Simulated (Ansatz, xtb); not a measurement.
Two isomers of C4H7BGeN2

Structure I: `Bc1cn[c]([GeH3])cn1`, a singlet. Structure II: `Bc1cnc[c]([GeH3])n1`, a singlet. Both are isolated molecules in the gas phase, relaxed with B3LYP/def2-SVP; the shapes shown needn't be the lowest conformers.

I (Å):

```yaml
atoms:
  - { symbol: C, position_ang: [-3.5522, 1.1425, 0.0813] }
  - { symbol: C, position_ang: [-2.4642, 1.4495, -0.7648] }
  - { symbol: C, position_ang: [-1.0655, 1.7147, 1.0173] }
  - { symbol: C, position_ang: [-2.1446, 1.4082, 1.8764] }
  - { symbol: B, position_ang: [-4.9631, 0.8204, -0.4879] }
  - { symbol: Ge, position_ang: [0.7570, 2.1372, 1.6558] }
  - { symbol: N, position_ang: [-1.2413, 1.7317, -0.3115] }
  - { symbol: N, position_ang: [-3.3605, 1.1286, 1.4260] }
  - { symbol: H, position_ang: [-5.1357, 0.8285, -1.6822] }
  - { symbol: H, position_ang: [-5.8714, 0.5668, 0.2577] }
  - { symbol: H, position_ang: [-2.6042, 1.4639, -1.8519] }
  - { symbol: H, position_ang: [0.7840, 2.0783, 3.1969] }
  - { symbol: H, position_ang: [1.7396, 1.1072, 1.0705] }
  - { symbol: H, position_ang: [1.1366, 3.5492, 1.1751] }
  - { symbol: H, position_ang: [-1.9999, 1.3940, 2.9636] }
```

II (Å):

```tsv
atom	x (Å)	y (Å)	z (Å)
C	-3.1384	2.2529	0.2590
C	-2.9275	3.0762	1.3862
C	-1.1158	1.8655	1.9988
C	-1.2863	1.0142	0.8841
B	-4.3152	2.5012	-0.7270
Ge	-0.0973	-0.5131	0.4840
N	-1.9281	2.8903	2.2518
N	-2.2912	1.2161	0.0300
H	-4.4677	1.7812	-1.6777
H	-5.0708	3.4205	-0.5280
H	-3.6035	3.9165	1.5831
H	-0.2906	1.7019	2.7028
H	0.5443	-0.3019	-0.8988
H	-0.9279	-1.8088	0.4794
H	1.0018	-0.5986	1.5644
```

Question: Estimate which is lower in electronic energy at CCSD(T)/def2-SVP + ΔMP2/def2-TZVPP, and by roughly how much.

Answer: CCSD(T)/def2-SVP + ΔMP2/def2-TZVPP gives E(II) − E(I) = −0.10 kcal/mol, slightly favouring structure II, which is too small a margin to settle the true order.

Level by level:

| level | geometry | E(II) − E(I) (kcal/mol) | departure from the last row (kcal/mol) | job, with rough time for the two |
| --- | --- | --- | --- | --- |
| GFN2-xTB | GFN2-xTB | +0.04 | +0.14 | optimisation, 0.21 s |
| HF/STO-3G | GFN2-xTB | +0.62 | +0.72 | single point, 1.3 s |
| r2SCAN-D4/def2-SVP | GFN2-xTB | +0.06 | +0.16 | single point, 13 s |
| B3LYP/def2-SVP | B3LYP/def2-SVP | +0.01 | +0.11 | optimisation, 4.1 min |
| HF/def2-SVP | B3LYP/def2-SVP | −0.18 | −0.08 | part of the CCSD(T) run |
| MP2/def2-SVP | B3LYP/def2-SVP | −0.04 | +0.06 | part of the CCSD(T) run |
| CCSD(T)/def2-SVP | B3LYP/def2-SVP | −0.10 | −0.01 | single point |
| CCSD(T)/def2-SVP + ΔMP2/def2-TZVPP | B3LYP/def2-SVP | −0.10 |  | single point, 7.2 min |

As drawn, both hold the same kinds of bond in the same numbers.

The largest departure from CCSD(T)/def2-SVP + ΔMP2/def2-TZVPP is that of HF/STO-3G, 0.72 kcal/mol. A small imaginary or near-zero mode remains, so no thermal terms are given. The last row adds to CCSD(T) the change of the MP2 difference between the two basis sets, here +0.01 kcal/mol.

The correlated steps freeze 16 core orbitals; the filled d shell of Ge is correlated, in a basis made for valence electrons. Codes used: Ansatz 0.2.0, xtb 6.7.1; the last row on 2 threads of Arm Neoverse V1 on a shared host.

The two structures are the 2,5- and 2,6-disubstituted pyrazines, and the calculations make them practically isoenergetic. In both, each substituted carbon has one ring nitrogen beside it and the substituents are not on neighbouring carbons, so the local bonding is nearly the same and direct steric repulsion is small. What remains is the electronic coupling of the two groups through the ring. The planar BH2 group can accept π density into its empty boron p orbital, but GeH3 has no lone pair to donate and acts mainly through σ polarisation and weak hyperconjugation. This probably explains why the para-like arrangement in I gains no clear push–pull advantage over the meta-like one in II.

The sign changes among the methods, but only HF/STO-3G gives an appreciable preference, probably because its minimal basis describes polarisation poorly. With def2-SVP, Hartree–Fock already gives near-degeneracy, so this does not depend on a large differential correlation effect. The result does not extend to the 2,3-isomer, where the neighbouring groups could interact directly.
